Climbing a ladder of methods ought to bring a computed energy steadily nearer to the measured one: Hartree–Fock worst, coupled cluster with triples and quadruples best, density functionals in between. The atomization energy D of BF₃, the energy needed to part the molecule into one boron and three fluorine atoms, does not fall in that order in the cc-pVDZ basis. The measured electronic value, from heats of formation less tabulated zero-point and thermal terms, is 1967.2 kJ/mol. The second column is the miss, computed D minus measured D, so a negative entry means underbinding; the third is a rough wall time.

Atomization energy of BF₃ (neutral singlet), computed with Ansatz 0.2.0 at the listed levels in the cc-pVDZ basis, at the MP2(full)/6-31G* geometry. The 1s cores are left uncorrelated, and relativity is not included.

| level | computed less measured atomization energy (kJ/mol) | rough wall time (s) |
| --- | --- | --- |
| RHF | -536.9 | 0.3 |
| RMP2 | -64.0 | n/a |
| CISD | -337.7 | 7 |
| RCCSD | -192.2 | n/a |
| RCCSD(T) | -172.5 | 0.9 |
| BCCD(T) | -171.4 | 1 |
| RCCSDT | -173.0 | n/a |
| RCCSDT(Q) | -170.2 | 3 |
| PBE | 33.1 | 0.5 |
| r2SCAN | -28.1 | 1 |
| B97M-V | -58.9 | 2 |
| PBE0 | -55.9 | 0.5 |
| B3LYP | -53.7 | 0.5 |
| wB97X-V | -49.9 | 2 |
| wB97M-V | -22.4 | 2 |
| B2PLYP | -77.0 | 0.9 |
| RPA-PBE | -337.3 | 0.8 |

**RHF and what correlation must supply.** The runs, all at one MP2 geometry, show a planar closed-shell singlet whose Hartree–Fock solution is stable and whose T1 diagnostic, a measure of how far the singles amplitudes move the orbitals, is about 0.012. One determinant is therefore a sound start, and the miss of −536.9 kJ/mol, 27 % of the measured D, is no sign of a wrong state. Hartree–Fock keeps electrons of like spin apart through exchange but lets those of opposite spin move independently. Bonding pairs up the unpaired electrons of the atoms and crowds charge onto fluorine, so the molecule holds more correlation energy than the atoms, and that surplus is binding which RHF lacks.

No model was fitted to any row; one piece of book-keeping carries the argument. With E_c the (negative) correlation energy,

D(level) − D(RHF) = E_c(atoms) − E_c(molecule).

The same calculations give E_c of the molecule, so the atomic sum follows, provided every row starts from the same Hartree–Fock atoms. That is assumed here, not checked: the coupled-cluster runs pick their determinant by trial, and may have settled on a different one for an atom than the other rows did. For RCCSD(T) the gain over RHF is 364.4 and the molecule has −1720.3, which leaves 364.4 − 1720.3 = −1355.9 kJ/mol for the atoms. Binding by correlation is thus a difference of two much larger numbers, and a method is judged by its balance between them. The output after the text lists this split for all correlated wave-function rows.

**RMP2.** A miss of −64.0 makes second-order theory the best wave-function row against measurement, and the split shows this to be an imbalance. RMP2 lies 44.2 above RCCSD(T) in the molecule but 152.7 above it in the atoms, so it binds 108.5 kJ/mol more. The usual reading is that second order suits a closed shell with a wide gap and does less well for open-shell atoms, boron with its close 2s and 2p levels above all; the sum cannot say which atom is responsible. The extra binding happens to oppose the underbinding of the coupled-cluster rows.

**CISD.** Here the imbalance runs the other way. CISD keeps 98.2 % of the RCCSD correlation energy in the atoms and 90.0 % in the molecule, and binds 145.5 kJ/mol less. This is the established lack of size consistency: four separate atomic calculations allow a double excitation on each atom at once, while in the molecule two simultaneous pair excitations count as a quadruple and are cut off. Coupled cluster includes such products through its exponential form. The loss grows with the number of correlated electrons, which makes CISD unfit for any energy that compares a molecule with its fragments.

**RCCSD to RCCSDT(Q).** Perturbative triples lower the molecule by 28.8 and the atoms by 9.1, a net gain of 19.7 kJ/mol. After that the ladder is flat: RCCSD(T), BCCD(T), RCCSDT and RCCSDT(Q) span 2.8 kJ/mol. The numbers therefore show convergence in excitation level, as befits a single-reference molecule.

They converge to a miss of −170.2, some 61 times that spread, so higher excitations are not what is lacking. Theory points to the basis, in two ways. The Hartree–Fock orbitals themselves need more polarization and diffuse functions than cc-pVDZ has, above all on fluorine that carries negative charge. The correlated wave function, besides, has a cusp where two electrons meet, products of orbitals reproduce it only with high angular momentum, and cc-pVDZ stops at one d shell. A basis that captures only part of the correlation energy shortchanges the molecule most, because it has the most to capture. A single basis cannot test this or divide the miss between the two. But to close it through correlation alone, the gain over RHF would have to grow from 366.7 to 536.9 kJ/mol, so a good part may already sit in RHF. Basis superposition, which lets each atom in the molecule borrow its neighbours' functions, inflates D and hides part of the shortfall.

Measurement cannot rank those four top rows: the miss they share is far larger than their differences, and even smaller effects left out of all rows exceed them. Spin-orbit coupling in the atoms is one such effect. The ²P ground term of fluorine splits into a lower level of four states and an upper level of two, a distance Δ apart. A calculation without spin-orbit coupling gives their weighted mean, 2Δ/6 = Δ/3 above the true ground level, while closed-shell BF₃ has no first-order shift. Three atoms together give 3 × Δ/3 = Δ, and a rough recalled Δ of 400 cm⁻¹ amounts to about 5 kJ/mol, boron neglected. Including it would lower every entry in the second column by more than the spread beyond RCCSD(T); core correlation and scalar relativity are likewise left out and are expected to be small beside the main miss.

**PBE to wB97M-V.** All seven rows lie within 60 kJ/mol of measurement, far closer than coupled cluster. One standard reason is that a functional takes correlation from the density, so the basis must describe only the occupied orbitals and no cusp. The orbitals' own need for a larger basis remains. A smaller miss here therefore mixes a milder basis demand with the functional's own error, and says little on intrinsic accuracy. No dispersion term was added to the functionals, which is expected to matter little beside these misses. PBE, at +33.1, is the only row that overbinds, a known trait of gradient-corrected functionals, and a larger basis would be expected to raise it further.

The rungs are not in order: r2SCAN misses by −28.1 and the hybrid PBE0 by −55.9. Replacing a quarter of PBE exchange by exact exchange removes 89.0 kJ/mol and overshoots in this basis. Yet going from B97M-V to the range-separated hybrid wB97M-V adds 36.5, so exact exchange alone does not sort the rows; these two also differ in their fitted parameters. That the small misses of wB97M-V and r2SCAN owe something to cancellation is a guess, from one molecule, which a larger basis would test.

**B2PLYP and RPA-PBE.** The top rungs bring back sums over empty orbitals and, by the argument above, the slow basis convergence. B2PLYP takes only a fraction of its correlation this way and misses by −77.0. RPA-PBE takes all of it, adds the known tendency of RPA to underbind, and lands at −337.3. Its nearness to CISD looks like coincidence, since beyond the shared basis the two have different faults.

**What to choose.** No row comes within 4.2 kJ/mol (1 kcal/mol), the usual aim of thermochemistry, and the best, wB97M-V, is 5.4 times that far off. For that aim the triples step is needed, the steps beyond RCCSD(T) are smaller than the target, and effort belongs first in the basis, then in cores and spin-orbit coupling. If the basis argument holds, all correlated wave-function rows rise together, and RMP2, should it keep its lead of 106.2 over RCCSDT(Q), ends up overbinding. For a survey to a few per cent, any row from PBE to wB97M-V serves for this molecule, within 3.0 % of the measured D.

The times, 0.3 to 7 s on shared machines, reveal no scaling; CISD even took longer than RCCSDT(Q). Formally the cost rises from the fifth power of system size for MP2 through the seventh for CCSD(T) to the ninth for CCSDT(Q). Functionals without empty-orbital sums stay at the fourth power or below.

BF₃ is a source gas for boron doping, and models of its break-up need B–F bond energies. At 1000 K a factor of ten in an equilibrium constant costs RT ln 10 = 19.1 kJ/mol. The RCCSDT(Q) miss of 56.7 per bond is then worth three powers of ten, that of wB97M-V less than half of one. These are means over three bonds, and the first bond to break need not share them.

Numerical output:

```
Energies in kJ/mol; rounding 0.05 per row, 0.1 per difference; measured D = 1967.2, per bond 655.7
level       D calc    miss  miss %  per bond  vs CCSDT(Q)  time s
RHF         1430.3  -536.9  -27.3   -179.0     -366.7      0.3
RMP2        1903.2   -64.0   -3.3    -21.3      106.2        -
CISD        1629.5  -337.7  -17.2   -112.6     -167.5        7
RCCSD       1775.0  -192.2   -9.8    -64.1      -22.0        -
RCCSD(T)    1794.7  -172.5   -8.8    -57.5       -2.3      0.9
BCCD(T)     1795.8  -171.4   -8.7    -57.1       -1.2        1
RCCSDT      1794.2  -173.0   -8.8    -57.7       -2.8        -
RCCSDT(Q)   1797.0  -170.2   -8.7    -56.7        0.0        3
PBE         2000.3    33.1    1.7     11.0      203.3      0.5
r2SCAN      1939.1   -28.1   -1.4     -9.4      142.1        1
B97M-V      1908.3   -58.9   -3.0    -19.6      111.3        2
PBE0        1911.3   -55.9   -2.8    -18.6      114.3      0.5
B3LYP       1913.5   -53.7   -2.7    -17.9      116.5      0.5
wB97X-V     1917.3   -49.9   -2.5    -16.6      120.3        2
wB97M-V     1944.8   -22.4   -1.1     -7.5      147.8        2
B2PLYP      1890.2   -77.0   -3.9    -25.7       93.2      0.9
RPA-PBE     1629.9  -337.3  -17.1   -112.4     -167.1      0.8
Steps: RHF->RCCSD +344.7 | RCCSD->RCCSD(T) +19.7 | RHF->RCCSD(T) +364.4
Steps: RCCSD(T)->RCCSDT -0.5 | RCCSDT->RCCSDT(Q) +2.8 | RCCSD(T)->BCCD(T) +1.1
Steps: PBE->PBE0 -89.0 | PBE->r2SCAN -61.2 | B3LYP->B2PLYP -23.3 | PBE->RPA-PBE -370.4
Steps: B97M-V->wB97M-V +36.5 | wB97X-V->wB97M-V +27.5 | RCCSD->CISD -145.5
Correlation energy: molecule, implied atoms (one atomic reference), binding gain, % of CCSDT(Q) mol / atoms
RMP2        -1676.1  -1203.2   472.9    97.2   88.6
CISD        -1521.5  -1322.3   199.2    88.2   97.4
RCCSD       -1691.5  -1346.8   344.7    98.1   99.2
RCCSD(T)    -1720.3  -1355.9   364.4    99.7   99.8
BCCD(T)     -1721.1  -1355.6   365.5    99.8   99.8
RCCSDT      -1721.4  -1357.5   363.9    99.8   99.9
RCCSDT(Q)   -1725.0  -1358.3   366.7   100.0  100.0
RMP2 above RCCSD(T): molecule 44.2, atoms 152.7, extra binding of RMP2 +108.5
CISD above RCCSD: molecule 169.9, atoms 24.4, extra binding of CISD -145.5
RCCSD above RCCSD(T): molecule 28.8, atoms 9.1, extra binding of RCCSD -19.7
RCCSD(T) above RCCSDT: molecule 1.1, atoms 1.6, extra binding of RCCSD(T) +0.5
RCCSDT above RCCSDT(Q): molecule 3.6, atoms 0.8, extra binding of RCCSDT -2.8
CISD share of CCSD correlation: molecule 90.0 %, atoms 98.2 %
Spread CCSD(T) to CCSDT(Q) 2.8; CCSDT(Q) miss is 61 x that, 8.6 x the (T) step; RHF gap closed 68 %
Atomic spin-orbit lowering of 3 F, rough estimate: 5 (would make misses more negative)
PBE->PBE0 step divided by 1/4 exact exchange: 356 less binding than PBE exchange
Six meta-GGA and hybrid rows: -58.9 to -22.4, mean -44.8
Closest: wB97M-V, r2SCAN, PBE | worst: RPA-PBE, CISD, RHF | best miss is 5.4 x 1 kcal/mol
Rows within 4.2 / 30 / 60 / 100 kJ/mol: 0 / 2 / 7 / 9 of 17
At 1000 K a factor 10 in K is 19.1; per-bond miss in powers of ten: CCSDT(Q) 3.0, wB97M-V 0.4, PBE 0.6
Times 0.3 to 7 s in 14 rows; CISD / CCSDT(Q) time ratio 2.3
```
